## The Heine–Jones gap beyond second order in the 111 coupling

The Jones zone of a diamond-type crystal is bounded by the twelve {220} planes and holds the eight valence electrons of the primitive cell. Heine and Jones (1969) took the splitting at the centre of its faces, $\mathbf k=(2\pi/a)(1,1,0)$, as the representative gap and showed that it comes mainly from the 111 component of the pseudopotential acting twice. Their formula treats that component in second-order perturbation theory, which assumes the coupling to be weak against a free-electron spacing. This section locates the assumption, derives the terms that follow when it is dropped, and evaluates them for grey tin, with silicon beside it.

### Conventions and the six waves

Wave vectors are in units of $2\pi/a$, with $a$ the cubic lattice constant, and kinetic energies in units of
$$\varepsilon=\frac{\hbar^2}{2m}\left(\frac{2\pi}{a}\right)^2 .$$
The pseudopotential is local and spin is ignored until the end. The origin is a bond centre, with atoms at $\pm(a/8)(1,1,1)$, so that for $\mathbf G=(h,k,l)$
$$V(\mathbf G)=v_{|G|^2}\cos\frac{\pi(h+k+l)}{4}. \tag{1}$$
The form factors $v_3$, $v_8$, $v_{11}$ (types 111, 220, 311) are kept and all others are set to zero. The cosine vanishes for the 200 and 222 types.

The face centre $(1,1,0)$ differs from the point X $=(0,0,1)$ by the reciprocal vector $(1,1,-1)$. The Bloch states at X are built from the waves with $h,k$ even and $l$ odd, or $h,k$ odd and $l$ even, which fall into shells $|k|^2=1,2,5,6,9,\dots$ The two lowest shells hold six waves:
$$p,m=(0,0,\pm1),\qquad a,b=\pm(1,1,0),\qquad c,d=\pm(1,-1,0).$$
Equation (1) gives $V_{ab}=-v_8$, $V_{cd}=+v_8$ and, with $w=v_3/\sqrt2$,
$$V_{ap}=V_{bm}=w,\qquad V_{am}=V_{bp}=-w,\qquad V_{cp}=V_{cm}=V_{dp}=V_{dm}=w .$$
All other elements are of 200 type and vanish.

Three commuting operations leave the Hamiltonian unchanged: the mirror $M$, $h\leftrightarrow k$; the inversion $I$; and $C\,|h,k,l\rangle=(-1)^{(h+k)/2}|-h,-k,l\rangle$, a twofold rotation about $z$ through an atom. The phase in $C$ is needed because reversing $h$ and $k$ in (1) shifts the argument of the cosine by $\pi(h+k)/2$, with $h+k$ even. The signs $(M,I,C)$ sort the combinations: $a+b$ is $(+,+,-)$, $c-d$ is $(-,-,-)$, $a-b$ and $p-m$ are $(+,-,+)$, $c+d$ and $p+m$ are $(+,+,+)$. The first two find no partner among $p,m$ and form the doublet $X_4$, the top of the valence bands at X, with
$$E(X_4)=2\varepsilon-v_8 .$$
The other two classes give the same $2\times2$ matrix twice, the $X_1$ doublets. In the normalised basis $(p-m)/\sqrt2$, $(a-b)/\sqrt2$ the four couplings add to $4w/2$, and
$$H(X_1)=\begin{pmatrix}\varepsilon & W\\ W & 2\varepsilon+v_8\end{pmatrix},\qquad W=2w=\sqrt2\,v_3 . \tag{2}$$
The lower root is a valence level and the upper root the lowest conduction level at X.

### Where the assumption enters

In second order the upper level of (2) rises by $W^2/\varepsilon=2v_3^2/\varepsilon$, where $\varepsilon=2\varepsilon-\varepsilon$ is the free-electron spacing $\Delta E$ of the two shells. Subtracting $E(X_4)$,
$$E_g^{\rm HJ}=2\left|v_8+\frac{v_3^2}{\varepsilon}\right| . \tag{3}$$
The same result follows from the effective element between $a$ and $b$, $V_{ab}+(V_{ap}V_{pb}+V_{am}V_{mb})/\varepsilon=-v_8-v_3^2/\varepsilon$, the gap being twice its magnitude. In (3) $v_3$ and $v_8$ are form factors. Written with the crystal Fourier component $|V_{111}|=|v_3|/\sqrt2$, the second term reads $2|V_{111}|^2/\varepsilon$.

The assumption is made in the single step from (2) to (3): the denominator is given its free-electron value. Its quality is measured by the first-order admixture of the lower wave, whose amplitude is $W/\varepsilon$. The relevant coupling is $W$, twice the element $w$ between two single waves, because two waves in each shell add coherently. The weight $W^2/\varepsilon^2$ must be small against one.

### The first corrections

Write the upper root of (2) as $E=2\varepsilon+v_8+\delta$ and set $D=\varepsilon+v_8$. The secular equation $(\varepsilon-E)(2\varepsilon+v_8-E)=W^2$ becomes
$$\delta\,(D+\delta)=W^2,\qquad E_g^{(6)}=2v_8+\delta, \tag{4}$$
where the superscript counts the waves. The form $\delta=W^2/(\varepsilon+v_8+\delta)$ shows what (3) leaves out: the true denominator is the distance from the shifted upper level to the unshifted lower wave. For $v_8\ge0$ it exceeds $\varepsilon$, so (3) overstates the six-wave gap.

Count $W$ and $v_8$ as first order and expand the denominator,
$$\delta=\frac{W^2}{\varepsilon}\left[1-\frac{v_8+\delta}{\varepsilon}+\frac{(v_8+\delta)^2}{\varepsilon^2}-\dots\right].$$
Inside the bracket $\delta$ may be replaced by $W^2/\varepsilon$, which is of second order. Collecting terms through fourth order and using $W^2=2v_3^2$,
$$E_g^{(6)}=2v_8+\frac{2v_3^2}{\varepsilon}-\frac{2v_3^2v_8}{\varepsilon^2}-\frac{4v_3^4}{\varepsilon^3}+\frac{2v_3^2v_8^2}{\varepsilon^3}+\dots \tag{5}$$
The third-order term records that the direct coupling widens the spacing of the shells. For $v_8=0$ it vanishes together with the last term, and the first correction is
$$\Delta E_g^{(4)}=-\frac{4v_3^4}{\varepsilon^3}=-\frac{W^2}{\varepsilon}\cdot\frac{W^2}{\varepsilon^2}. \tag{6}$$
It equals the second-order shift times the first-order weight of the admixed wave, with a minus sign. This is the renormalisation term of fourth-order Rayleigh–Schrödinger theory. The chain term, in which the electron passes through three intermediate states, is absent because for $v_8=0$ the lower wave of (2) leads only back to the starting state.

The quadratic (4) also has a closed solution,
$$\delta=\frac D2\left(\sqrt{1+\eta}-1\right),\qquad \eta=\frac{4W^2}{D^2}=\frac{8v_3^2}{D^2}, \tag{7}$$
and the weight of the lower wave in the normalised upper state is $\sin^2\theta=\tfrac12\left[1-(1+\eta)^{-1/2}\right]$, which stays below one half. At fixed $D$ the expansion of (7) in $v_3$,
$$\delta=\frac{W^2}{D}-\frac{W^4}{D^3}+\frac{2W^6}{D^5}-\dots,$$
is limited by the branch point at $\eta=-1$. It diverges for $\eta>1$, that is for $|v_3|>D/\sqrt8$. In that range the convergent series is the strong-coupling one,
$$\delta=|W|-\frac D2+\frac{D^2}{8|W|}-\dots, \tag{8}$$
whose leading term is linear in $v_3$. Convergence is a weaker demand than accuracy. From (7), $\delta/(W^2/D)=2/(1+\sqrt{1+\eta})$, and for $v_8=0$ this ratio falls to 0.9 already at $|v_3|/\varepsilon=0.25$.

### Size in grey tin and in silicon

The inputs are typical local form factors of the kind given by Cohen and Bergstresser (1966) and approximate lattice constants: for grey Sn $a=6.49$ Å, $v_3=-0.20$, $v_8=0.00$, $v_{11}=+0.04$ Ry; for Si $a=5.43$ Å, $v_3=-0.21$, $v_8=+0.04$, $v_{11}=+0.08$ Ry. Every number below is the model's for these inputs, computed without rounding of intermediate values.

| quantity | grey Sn | Si |
|---|---|---|
| $\varepsilon$ (Ry) | 0.2625 | 0.3749 |
| $\varepsilon$ (eV) | 3.571 | 5.101 |
| $\lvert v_3\rvert/\varepsilon$ | 0.76 | 0.56 |
| $\lvert W\rvert$ (eV) | 3.85 | 4.04 |
| $W^2/\varepsilon^2$ | 1.16 | 0.63 |
| $\eta$ | 4.65 | 2.05 |
| $D/\sqrt8$ (Ry) | 0.093 | 0.147 |
| $2v_8$ (eV) | 0 | 1.09 |
| $2v_3^2/\varepsilon$ (eV) | 4.15 | 3.20 |
| $E_g^{\rm HJ}$ (eV) | 4.15 | 4.29 |
| third order of (5) (eV) | 0 | $-0.34$ |
| fourth order of (5) (eV) | $-4.82$ | $-1.97$ |
| $\delta$ from (7) (eV) | 2.46 | 2.11 |
| $\sin^2\theta$ | 0.29 | 0.21 |
| $E_g^{(6)}$ (eV) | 2.46 | 3.19 |
| $E_g^{(6)}-E_g^{\rm HJ}$ (eV) | $-1.69$ | $-1.09$ |

For tin the model has $v_8=0$, so the whole gap comes from the 111 coupling and the first correction is (6). It amounts to $-4.82$ eV, more than the 4.15 eV that it corrects, because the first-order weight of the lower wave, 1.16, exceeds one. The sixth-order term is $+11.2$ eV, and the partial sums run 4.15, $-0.67$, 10.5 eV. The fourth-order term thus gives the sign of the correction and shows that the series has failed, but it cannot be added on as an improvement. The usable value is the closed form: the denominator $D+\delta$ is 6.03 eV in place of 3.571 eV, the lower wave holds a weight of 0.29, and the gap is 2.46 eV, which is 41 per cent below (3). The three terms of (8) give 2.48 eV, so tin is described well from the strong-coupling side. For (3) to hold to ten per cent at this lattice constant, $|v_3|$ would have to lie below 0.065 Ry.

Silicon has nearly the same $W$, a larger $\varepsilon$ and a positive $v_8$. Its $\eta$ is smaller but still above one, and the gap falls by 26 per cent. The statement that the 111 term dominates survives the resummation in both cases: in silicon $\delta=2.11$ eV stands against $2v_8=1.09$ eV.

The functional dependence changes along with the size. Differentiating (4) gives $(D+2\delta)\,d\delta=2W\,dW-\delta\,dD$, and $D+2\delta=D\sqrt{1+\eta}$ by (7). Hence
$$\frac{\partial\ln\delta}{\partial\ln|v_3|}=1+\frac1{\sqrt{1+\eta}},\qquad \frac{\partial\ln\delta}{\partial\ln D}=-\frac1{\sqrt{1+\eta}} . \tag{9}$$
Second order has the exponents $2$ and $-1$; for tin (9) gives 1.42 and $-0.42$. Trends along the group or under pressure taken from (3) therefore overstate the response both to the form factor and to the kinetic spacing. A change of 0.01 Ry in $v_3$, the last digit of the input, moves the tin gap by 0.17 eV, so no more than two figures of these gaps carry meaning beyond the definition of the model.

### The rival term: waves above the six

The correction just found is computed within six waves, and the waves left out act on the gap with comparable strength and opposite sign. In second order a higher wave $t$ changes the splitting of $a\pm b$ only if it couples to both $a$ and $b$, and its contribution to the gap is $-2V_{at}V_{tb}/[(2-|t|^2)\varepsilon]$. With three form factors there are three such groups. The eight waves of shell 5, such as $(2,0,\pm1)$, have $V_{at}V_{tb}=-v_3v_{11}/2$ each. Four waves $\pm(1,-1,\pm2)$ of shell 6 have $-v_8^2$ each. Six waves of shell 9, $(0,0,\pm3)$ and $\pm(2,-2,\pm1)$, have $-v_{11}^2/2$ each. With the denominators $-3\varepsilon$, $-4\varepsilon$ and $-7\varepsilon$,
$$\Delta E_g^{\rm upper}=-\frac{8v_3v_{11}}{3\varepsilon}-\frac{2v_8^2}{\varepsilon}-\frac{6v_{11}^2}{7\varepsilon}. \tag{10}$$
The first term is positive because $v_3$ and $v_{11}$ have opposite signs. For tin the three terms are $+1.11$, $0$ and $-0.07$ eV, in sum $+1.03$ eV; for silicon $+1.63$, $-0.12$ and $-0.20$ eV, in sum $+1.31$ eV.

Equation (10) treats the upper $X_1$ level as pure $a-b$ at energy $2\varepsilon$, which the last section has shown to be a poor description. It is safer to add shells 5 and 6 to the basis, 22 waves in all, and to diagonalise. The class $(+,+,-)$ gains the normalised equal-weight sum of the eight shell-5 waves and that of the four waves $\pm(1,1,\pm2)$. Summing (1) over the members gives, in the order of shells 2, 5, 6,
$$H(X_4)=\begin{pmatrix}2\varepsilon-v_8&\sqrt2(v_3-v_{11})&0\\ \cdot&5\varepsilon&v_3-2v_{11}\\ \cdot&\cdot&6\varepsilon-v_8\end{pmatrix}. \tag{11}$$
The class $(+,-,+)$ gains three normalised states: the shell-5 sum with the sign of $h+k$ as coefficient, the sum over $\pm(1,1,\pm2)$ with the sign of $h$, and the sum over $\pm(1,-1,\pm2)$ with the sign of $l$. In the order $p-m$, $a-b$ and these three,
$$H(X_1)=\begin{pmatrix}\varepsilon&\sqrt2v_3&2v_8&v_{11}-v_3&v_3+v_{11}\\ \cdot&2\varepsilon+v_8&\sqrt2(v_3+v_{11})&0&2\sqrt2v_8\\ \cdot&\cdot&5\varepsilon+2v_8&v_3&v_3+2v_{11}\\ \cdot&\cdot&\cdot&6\varepsilon+v_8&0\\ \cdot&\cdot&\cdot&\cdot&6\varepsilon+v_8\end{pmatrix}. \tag{12}$$
Both matrices are real and symmetric. The coupling of $X_4$ to shell 5 contains $|v_3|+v_{11}$ and that of $a-b$ only $|v_3|-v_{11}$, which is the origin of the first term of (10). The gap is the second eigenvalue of (12) less the first of (11).

For tin, with energies counted from the average potential, $X_4$ drops from 7.14 to 5.31 eV and the upper $X_1$ from 9.60 to 8.35 eV. The gap becomes 3.04 eV. The added waves thus return 0.58 eV of the 1.69 eV that the resummation removed, little more than half of what (10) suggests. For silicon the gap becomes 4.08 eV, a return of 0.89 eV out of 1.09 eV. Against the 22-wave value, formula (3) is high by 1.11 eV in tin and by only 0.21 eV in silicon. The closeness in silicon is a cancellation of two neglected terms of about 1 eV each, helped by the larger $v_{11}$, and it does not show that second order is adequate there.

Shells from 9 upward remain outside (11) and (12). Their direct term in (10) is $-0.07$ eV for tin. The 111 coupling to $\pm(2,2,\pm1)$ lowers both $a\pm b$ by $v_3^2/7\varepsilon=0.30$ eV, and since a fraction 0.29 of the upper $X_1$ state is not of this kind, roughly 0.09 eV of it fails to cancel and widens the gap. The 22-wave gap of tin is therefore settled to about 0.1 eV, and that of silicon, with its larger direct term, to about 0.2 eV. Spin-orbit coupling, strong in tin, matters little here. In the diamond structure every level at X is fourfold degenerate once spin is included, so neither doublet splits, and since the spin-orbit operator is traceless in spin the first-order shift vanishes. With a typical valence-band splitting at the zone centre of $\Delta_0\approx0.8$ eV, the second-order shift is of the order of $(\Delta_0/3)^2/E_g\approx0.02$ eV.

The model's gap for grey tin is thus 4.15 eV in second order, 2.46 eV when the 111 coupling among the six waves is treated exactly, and about 3.0 eV when the next two shells are admitted. As typical knowledge and not as a measurement, the direct gap at X in grey tin is put near 3.5 eV, so the six-wave value falls short by about 30 per cent and the 22-wave value by about 0.5 eV; form factors of this kind are adjusted to optical gaps in a large basis, so the nearness of any of these numbers to the typical one is no test of the model. What the calculation does establish is internal: with $\eta=4.65$ the perturbation series behind (3) diverges for tin, and the second-order term has to be replaced by the root of $\delta(D+\delta)=2v_3^2$, which lowers it by 41 per cent.